# Narrow-width threshold shift with semi-recessed isolation

With a semi-recessed (locally grown) field oxide, the depletion region under the gate of a bulk MOSFET spreads sideways into the silicon beneath the field oxide. The gate has to support that extra dopant charge, so a narrow transistor needs a larger gate voltage than a wide one. If the extra region at each edge is drawn as a quarter circle whose radius is the one-dimensional depletion depth, the shift for a pMOSFET is

$$\Delta V_T=-\pi\,\frac{\varepsilon_{si}}{\varepsilon_{ox}}\,\frac{t_{ox}}{W}\,(2\phi_F+V_{BS}).$$

This page derives the formula, separates its robust part (the scaling) from its assumed part (the factor $\pi$), and tests the latter against an exact solution.

## Geometry and conventions

The device is a surface-channel pMOSFET in an n-well with donor density $N$. The channel has length $L$; the thin oxide has thickness $t_{ox}$ and width $W$, and $C_{ox}=\varepsilon_{ox}/t_{ox}$ per unit area. We work in the cross-section normal to the current: $x$ runs across the width and $y\ge 0$ is the depth into the silicon. Primed charges are per unit channel length (C/m), unprimed ones per unit area (C/m²). $q>0$ is the elementary charge and $\phi_t=k_BT/q$.

- $V_{GS}$ and $V_{GB}$ are the gate voltages relative to source and well. $V_{BS}\ge 0$ is the well voltage relative to the source, a reverse bias of the source junction, and $V_{GS}=V_{GB}+V_{BS}$.
- $\psi(x,y)\ge 0$ is the amount by which the electrostatic potential lies *below* that of the neutral well; $\psi_s$ is its value in the channel.
- $\phi_F=\phi_t\ln(N/n_i)>0$, with $n_i$ the intrinsic carrier density.
- $V_T<0$ for an enhancement device. A threshold "increase" means a larger $|V_T|$, hence $\Delta V_T<0$. For an nMOSFET reverse the sign of $\Delta V_T$ and replace $V_{BS}$ by $V_{SB}$.

## Premises

1. **Long channel, small drain bias.** Nothing depends on the position along the channel, and the hole quasi-Fermi level is that of the source.
2. **Uniform doping**, fully ionised and non-degenerate, also under the field oxide.
3. **Depletion approximation.** The space charge is $+qN$ inside a sharp boundary on which $\psi=0$ and $\nabla\psi=0$, and zero outside.
4. **Pinned charge sheet.** Above threshold the holes form a sheet of zero thickness and uniform mobility $\mu$ over the width $W$, and hold the surface there at one potential $\psi_s$.
5. **Thick field oxide, abrupt edge.** Gate flux enters the silicon only through the thin oxide, as in a parallel-plate capacitor of width $W$. Any fixed charge at the thin-oxide interface is absorbed in the flat-band voltage $V_{FB}$.
6. **Shape assumption.** The depleted cross-section is a rectangle $W\times W_d$ plus, at each edge, a quarter disc of radius $W_d$ centred on the edge, where $W_d$ is the one-dimensional depth.

Premises 1 to 5 define an electrostatic problem. Premise 6 is a guess at its solution.

## Step 1: surface potential

In the neutral well at equilibrium the hole density is $n_i^2/N$. Lowering the potential by $\psi_s$ multiplies it by $e^{\psi_s/\phi_t}$. The channel holes are in equilibrium with the source, not with the well, and the reverse bias multiplies their density by $e^{-V_{BS}/\phi_t}$. Hence

$$p_s=\frac{n_i^2}{N}\,e^{(\psi_s-V_{BS})/\phi_t}.$$

Strong inversion is taken to begin at $p_s=N$, which gives $\psi_s-V_{BS}=\phi_t\ln(N^2/n_i^2)$, or

$$\psi_s=2\phi_F+V_{BS}.$$

Since $p_s$ is exponential in $\psi_s$, further gate drive moves $\psi_s$ by only a few $\phi_t$. This is the reason for premise 4.

## Step 2: depletion depth far from the edges

Because $\psi$ is minus the electrostatic potential and the charge is $+qN$, Poisson's equation reads $\nabla^2\psi=qN/\varepsilon_{si}$. Far from the edges $\psi$ depends on $y$ only. Two integrations from the boundary $y=W_d$, where $\psi$ and $d\psi/dy$ vanish, give

$$\psi(y)=\frac{qN}{2\varepsilon_{si}}(W_d-y)^2 .$$

Setting $\psi(0)=\psi_s$,

$$W_d^2=\frac{2\varepsilon_{si}\psi_s}{qN},\qquad Q_d=qNW_d .$$

## Step 3: charge balance and the meaning of the threshold

Going from the well to the gate, the potential falls by $\psi_s$ in the silicon and by $V_{ox}$ in the oxide, so $V_{GB}=V_{FB}-\psi_s-V_{ox}$. With $V_{GB}=V_{GS}-V_{BS}$ and Step 1 the well bias cancels:

$$V_{ox}=V_{FB}-V_{GS}-2\phi_F .$$

By premises 4 and 5 the gate and the hole sheet are two equipotentials a distance $t_{ox}$ apart, so the gate carries $-WC_{ox}V_{ox}$ per unit length. Apply Gauss's law to a contour that encloses the gate, the hole sheet and the whole depleted region. It runs through neutral silicon and, by premise 5, field-free oxide, so the enclosed charge is zero:

$$Q_p'+Q_B'=WC_{ox}V_{ox},$$

where $Q_p'$ is the hole charge and $Q_B'$ the total donor charge, edges included. Solving for the holes,

$$Q_p'=WC_{ox}\,(V_T-V_{GS}),\qquad V_T=V_{FB}-2\phi_F-\frac{Q_B'}{WC_{ox}} .$$

With $\psi_s$ pinned, $Q_B'$ does not depend on $V_{GS}$. At small source-drain voltage $V_{SD}$ all holes drift in the field $V_{SD}/L$, so $I_{SD}=\mu Q_p'V_{SD}/L$, and $V_T$ is the intercept of the straight line $I_{SD}(V_{GS})$. The quantity derived here is therefore the *extrapolated* threshold. It does not say that the middle of a wide channel inverts later: the middle inverts at the wide-device voltage, and the holes are missing near the edges. Dividing $Q_B'$ by $W$ is legitimate because the current counts the total hole charge, however it is distributed.

For $W\to\infty$, $Q_B'/W\to Q_d$ and

$$V_{T0}=V_{FB}-2\phi_F-Q_d/C_{ox}.$$

## Step 4: edge charge

Write the extra depleted area at one edge as $\kappa W_d^2$:

$$Q_B'=qN\left(WW_d+2\kappa W_d^2\right).$$

Under premises 1 to 5, and as long as the two edges do not interact, $W_d$ is the only length in the problem near an edge: measuring lengths in $W_d$ and $\psi$ in $\psi_s$ removes all parameters from Poisson's equation and its boundary conditions. So $\kappa$ is a pure number, fixed by the shape of the interface. Premise 6 sets it by geometry,

$$\kappa W_d^2=\int_0^{\pi/2}\!d\theta\int_0^{W_d}\! r\,dr=\frac{\pi W_d^2}{4},$$

and the two edges together add $\Delta Q_B'=qN\pi W_d^2/2$.

## Step 5: result

Subtracting $V_{T0}$ from $V_T$,

$$\Delta V_T=-\frac{2\kappa\,qNW_d^2}{WC_{ox}}=-\frac{qNW_d}{C_{ox}}\cdot\frac{2\kappa W_d}{W}.$$

From Step 2, $qNW_d^2=2\varepsilon_{si}\psi_s$, in which $N$ no longer appears explicitly. With $C_{ox}=\varepsilon_{ox}/t_{ox}$,

$$\Delta V_T=-4\kappa\,\frac{\varepsilon_{si}}{\varepsilon_{ox}}\frac{t_{ox}}{W}\,(2\phi_F+V_{BS}),$$

and for $\kappa=\pi/4$

$$\boxed{\Delta V_T=-\frac{qNW_d}{C_{ox}}\,\frac{\pi W_d}{2W}=-\pi\,\frac{\varepsilon_{si}}{\varepsilon_{ox}}\,\frac{t_{ox}}{W}\,(2\phi_F+V_{BS})}$$

Three features hold for any constant $\kappa$.

- **Doping.** The charge density grows as $N$ and the area shrinks as $1/N$, so $N$ enters only through $\phi_F$: $\partial\ln|\Delta V_T|/\partial\ln N=2\phi_t/\psi_s$. The shift *relative to* $Q_d/C_{ox}$ is $2\kappa W_d/W$ and does depend on $N$.
- **Well bias.** The shift is linear in $V_{BS}$, while $Q_d\propto\sqrt{\psi_s}$. Each edge holds the charge $2\kappa\varepsilon_{si}\psi_s$ and acts as a constant capacitance $2\kappa\varepsilon_{si}$ per unit length. The body-effect slope becomes $-\partial V_T/\partial V_{BS}=Q_d/(2C_{ox}\psi_s)+4\kappa\,\varepsilon_{si}t_{ox}/(\varepsilon_{ox}W)$.
- **Scaling.** The shift follows $t_{ox}/W$, so it is unchanged when both shrink together at fixed $\psi_s$.

## How good is the quarter circle?

### It does not solve Poisson's equation

On a depletion boundary both $\psi$ and its normal derivative vanish, and these two conditions fix the solution next to the boundary uniquely. For a circular arc of radius $W_d$ that solution is radial,

$$\psi(r)=\frac{\psi_s}{2}\left[\frac{r^2}{W_d^2}-1+2\ln\frac{W_d}{r}\right],$$

as substitution in $r^{-1}(r\psi')'=qN/\varepsilon_{si}=2\psi_s/W_d^2$ confirms. Under the rectangle the flat boundary forces $\psi_s(1-y/W_d)^2$. On the line below the edge, where the two parts meet, they disagree: at depth $W_d/4$ the radial form gives $0.92\,\psi_s$ and the planar form $0.56\,\psi_s$, and the radial form diverges at the edge. The value $\kappa=\pi/4$ is thus an assumption.

### Exact solution for a flat interface

Premises 1 to 5 can be solved exactly if the silicon surface continues flat under the field oxide. Take one edge at $x=0$ with the channel at $x<0$, measure lengths in $W_d$, and set $u=\psi/2\psi_s$, so that $\nabla^2u=1$. The depleted domain has three boundary pieces: the channel ($y=0$, $x<0$), where $u=1/2$; the field interface ($y=0$, $0<x<a$), where premise 5 gives $u_y=0$; and the free boundary, where $\nabla u=0$.

*An analytic function.* Let $z=x+iy$ and $\partial_z=(\partial_x-i\partial_y)/2$, so that $\nabla^2=4\partial_{\bar z}\partial_z$. Define

$$g=\bar z-z-4\partial_zu=-2u_x+2i(u_y-y).$$

Then $\partial_{\bar z}g=1-\nabla^2u=0$, so $g$ is analytic. On the channel $u_x=0$ and $g$ is imaginary. On the field interface $g$ is real. On the free boundary $g=-2iy$. For $x\to-\infty$, $u\to(1-y)^2/2$ and $g\to-2i$.

*Mapping.* Let $z=f(\zeta)$ map the upper half-plane onto the domain, with the channel on $\zeta<0$, the field interface on $0<\zeta<1$, the free boundary on $\zeta>1$ and $x\to-\infty$ at $\zeta=\infty$. Since $g^2$ is real on the whole real axis, it continues by reflection to a single-valued function in the $\zeta$ plane. At the edge of a thin equipotential sheet the field of finite energy grows as $|z|^{-1/2}$, and $z\propto\zeta$ there because the boundary is straight, so $g^2$ has a simple pole at $\zeta=0$. Elsewhere it is bounded, and it tends to $-4$ at infinity, so $g^2=-4+b/\zeta$. At $\zeta=1$, $g=-2iy=0$ fixes $b=4$:

$$g=-2i\sqrt{1-1/\zeta}.$$

*The map itself.* On the free boundary $y=ig/2$, so $\operatorname{Im}f=\sigma\equiv\sqrt{1-1/\zeta}$ for $\zeta>1$, while $\operatorname{Im}f=0$ for $\zeta<1$ and $f(0)=0$. The function with these boundary values and logarithmic growth at infinity is

$$f(\zeta)=-\frac1\pi\int_0^1\ln\!\left[1-\zeta(1-s^2)\right]ds .$$

To verify: for $\zeta<1$ the bracket is positive and $f$ is real. For $\zeta=1/(1-\sigma^2)$, approached from above, the bracket is $(s^2-\sigma^2)/(1-\sigma^2)$; it is negative for $s<\sigma$, where the logarithm has imaginary part $-\pi$, so $\operatorname{Im}f=\sigma$.

*Boundary shape.* The real part needs

$$\int_0^1\ln|s^2-\sigma^2|\,ds=\int_{-1}^{1}\ln|s-\sigma|\,ds=(1-\sigma)\ln(1-\sigma)+(1+\sigma)\ln(1+\sigma)-2 .$$

Subtracting $\ln(1-\sigma^2)$ and multiplying by $-1/\pi$, the free boundary is

$$x=\frac1\pi\left[2-\sigma\ln\frac{1+\sigma}{1-\sigma}\right],\qquad y=\sigma,\quad 0\le\sigma<1 .$$

At the surface the lateral reach is $a=2/\pi=0.637$, not 1, and the boundary also rises above the depth $y=1$ under the channel near the edge.

*Excess area.* The area to the right of a far-left line $x=-X$ tends to $\int_0^1(x+X)\,dy$, and the rectangle accounts for $X$, so $\kappa=\int_0^1x\,d\sigma$. With $\ln\frac{1+\sigma}{1-\sigma}=2\sum_{k\ge0}\sigma^{2k+1}/(2k+1)$,

$$\int_0^1\sigma\ln\frac{1+\sigma}{1-\sigma}\,d\sigma=\sum_{k\ge0}\frac{2}{(2k+1)(2k+3)}=\sum_{k\ge0}\left(\frac1{2k+1}-\frac1{2k+3}\right)=1,$$

and therefore $\kappa_{\rm flat}=(2-1)/\pi=1/\pi=0.318$, against $\pi/4=0.785$. The prefactor $4\kappa$ is $4/\pi=1.27$ in place of $\pi$, a ratio of $4/\pi^2=0.405$.

A second limit needs no calculation. For a vertical, flux-free oxide wall deeper than $W_d$, the one-dimensional solution has no normal field on the wall and is exact, so $\kappa=0$. A semi-recessed interface slopes down from the edge and is expected to lie between these two cases. Within premises 1 to 5 the quarter circle therefore has the right sign and scaling but is too large, by a factor $\pi^2/4=2.5$ for the flat interface.

## Range of validity

**Width.** The edges must be independent. In the flat solution the depth deficit $1-\sigma$ decays as $e^{\pi x}$ into the channel; solving the boundary equation at $x=-1$ gives a deficit of 1.1 % of $W_d$. The $1/W$ law therefore holds for $W\gtrsim2W_d$.

**Length and drain bias.** $L$ must be much larger than the source and drain depletion widths, and $V_{SD}\ll\psi_s$. Otherwise the junctions take over part of the edge charge and the problem is three-dimensional.

**Depletion approximation and pinning.** The boundary is smeared over the Debye length $L_D=\sqrt{\varepsilon_{si}\phi_t/qN}$, which in one dimension replaces $\psi_s$ by $\psi_s-\phi_t$ in $Q_d^2$. Above threshold $\psi_s$ exceeds $2\phi_F+V_{BS}$ by a few $\phi_t$. Each $\phi_t$ changes the shift by the fraction $\phi_t/\psi_s$.

**Gate drive.** On the channel $\operatorname{Im}g=2u_y$, so the flux density into the silicon is $Q_d\sqrt{1-1/\zeta}$ with $\zeta<0$, which diverges at the edge. The oxide supplies $mQ_d$, with $m=1+C_{ox}(V_{T0}-V_{GS})/Q_d$. Holes exist only where the supply is the larger, that is for $\zeta<-1/(m^2-1)$; $f(\zeta)$ converts this to the width of an uninverted rim. The rim is narrow for strong drive and widens without limit as $m\to1$, so the formula does not describe thresholds defined in weak inversion.

**Gate flux outside the thin oxide (premise 5).** This flux supports part of the edge charge and reduces $|\Delta V_T|$. It also enlarges the depleted region, so the estimates below give its size and not the net correction. Over a field oxide of thickness $t_F$ the surface is close to flat band, the oxide drops nearly $\psi_s+Q_d/C_{ox}$ at threshold, and the flux within $W_d$ of both edges, divided by $WC_{ox}$, is

$$\delta V_F\approx2\,\frac{t_{ox}}{t_F}\,\frac{W_d}{W}\left(\psi_s+\frac{Q_d}{C_{ox}}\right).$$

A real edge is tapered (the bird's beak). For a thickness $t_{ox}+\beta x$, a vertical field and an oxide drop of at least $Q_d/C_{ox}$, the integral $\int_0^{W_d}dx/(t_{ox}+\beta x)$ gives

$$\delta V_{\rm beak}\approx2\,\frac{Q_d}{C_{ox}}\,\frac{t_{ox}}{\beta W}\ln\!\left(1+\frac{\beta W_d}{t_{ox}}\right).$$

**Non-uniform doping (premise 2).** A channel-stop implant, or donor pile-up during field oxidation, can raise the doping to $N_e$ in a strip of width $\delta$ inside each edge. Since $Q_d\propto\sqrt N$ at fixed $\psi_s$, a strip-wise one-dimensional estimate increases $|\Delta V_T|$ by

$$\delta V_{\rm dop}\approx\frac{2\delta}{W}\,\frac{Q_d}{C_{ox}}\left(\sqrt{N_e/N}-1\right).$$

This term scales as $1/W$ but, like $\delta V_{\rm beak}$, it depends on doping and bias through $Q_d$, so the statement "doping enters only through $\phi_F$" fails when it matters.

**Isolation type.** With a fully recessed vertical wall $\kappa$ is near zero and the gate flux through the trench oxide is left over. It lowers $|V_T|$, and the sign of the effect reverses.

## Numerical illustration: Si pMOSFET in a $5\times10^{16}$ cm⁻³ n-well

Inputs: $N=5\times10^{22}$ m⁻³, $T=300$ K, $\varepsilon_{si}=11.7\,\varepsilon_0$ (compiled value, Ioffe Institute), $E_g=1.12$ eV (compiled value, Wing 2021), the typical values $\varepsilon_{ox}=3.9\,\varepsilon_0$ and $n_i\approx1.0\times10^{16}$ m⁻³, and an assumed $t_{ox}=20$ nm. For the absolute threshold we assume a p⁺ polysilicon gate with its Fermi level at the valence-band edge, a midgap intrinsic level and no oxide charge. The gate Fermi level then lies $E_g/2$ below midgap and that of the well $q\phi_F$ above it, so $V_{FB}=E_g/2q+\phi_F$. Intermediate values were carried unrounded.

At $V_{BS}=0$:

- $\phi_t=25.85$ mV, $\phi_F=0.399$ V, $\psi_s=0.798$ V
- $W_d=144$ nm, $Q_d=1.15\times10^{-3}$ C/m²
- $C_{ox}=1.73\times10^{-3}$ F/m², $Q_d/C_{ox}=0.666$ V
- $V_{FB}=0.959$ V, $V_{T0}=-0.505$ V

For $W=1$ µm the first form of the result has $\pi W_d/2W=0.226$, and $0.666\ \text{V}\times0.226=0.15$ V. The second has $\varepsilon_{si}/\varepsilon_{ox}=3.00$ and $\pi\times3.00\times t_{ox}/W=0.188$, and $0.188\times0.798\ \text{V}=0.15$ V. The model's threshold moves from $-0.505$ V to $-0.655$ V, by 30 %. At $V_{BS}=2$ V, $\psi_s=2.798$ V and $W_d=269$ nm. The shifts in mV are:

| $W$ (µm) | quarter circle, 0 V | flat exact, 0 V | quarter circle, 2 V | flat exact, 2 V |
|---|---|---|---|---|
| 1 | $-150$ | $-61$ | $-527$ | $-214$ |
| 2 | $-75$ | $-30$ | $-264$ | $-107$ |
| 5 | $-30$ | $-12$ | $-105$ | $-43$ |

All widths exceed $2W_d$, which is 287 nm at 0 V and 538 nm at 2 V. The digits serve to compare the columns; the model supports one figure at best. At zero bias and $W=1$ µm the quarter-circle edges add 0.188 to a wide-device body-effect slope of 0.418. The doping sensitivity $2\phi_t/\psi_s$ is 0.065, and a tenfold increase of $N$ adds 0.119 V to $\psi_s$ and 15 % to the shift.

Sizes of the neglected terms at $V_{BS}=0$ and $W=1$ µm:

- $L_D=18$ nm and $\phi_t/\psi_s=3.2$ %: small.
- Uninverted rim at $V_{T0}-V_{GS}=1$ V: about 5 nm per edge, small against $W_d$.
- Field oxide with an assumed $t_F=500$ nm: the oxide drop is 1.46 V and $\delta V_F\approx17$ mV, reducing the shift.
- Bird's beak with an illustrative slope $\beta=0.5$: $\delta V_{\rm beak}\approx81$ mV, reducing the shift.
- Edge doping with illustrative $N_e=2N$ and $\delta=0.1$ µm: $\delta V_{\rm dop}\approx55$ mV, increasing the shift.
- Shape: the flat exact solution lies 89 mV below the quarter-circle value in magnitude.

The last three items rival the effect itself and have different signs, which is why the formula is normally used with $\kappa$ fitted to the process. The model's value at $W=1$ µm is $\Delta V_T\approx-0.15$ V. As typical knowledge, not as a measurement, locally oxidised devices with such an oxide and width show shifts of order 0.1 V with a strong dependence on the process; the quarter-circle value can be too large by about a factor of two where the edge doping is uniform, and too small where a channel-stop implant encroaches on the channel.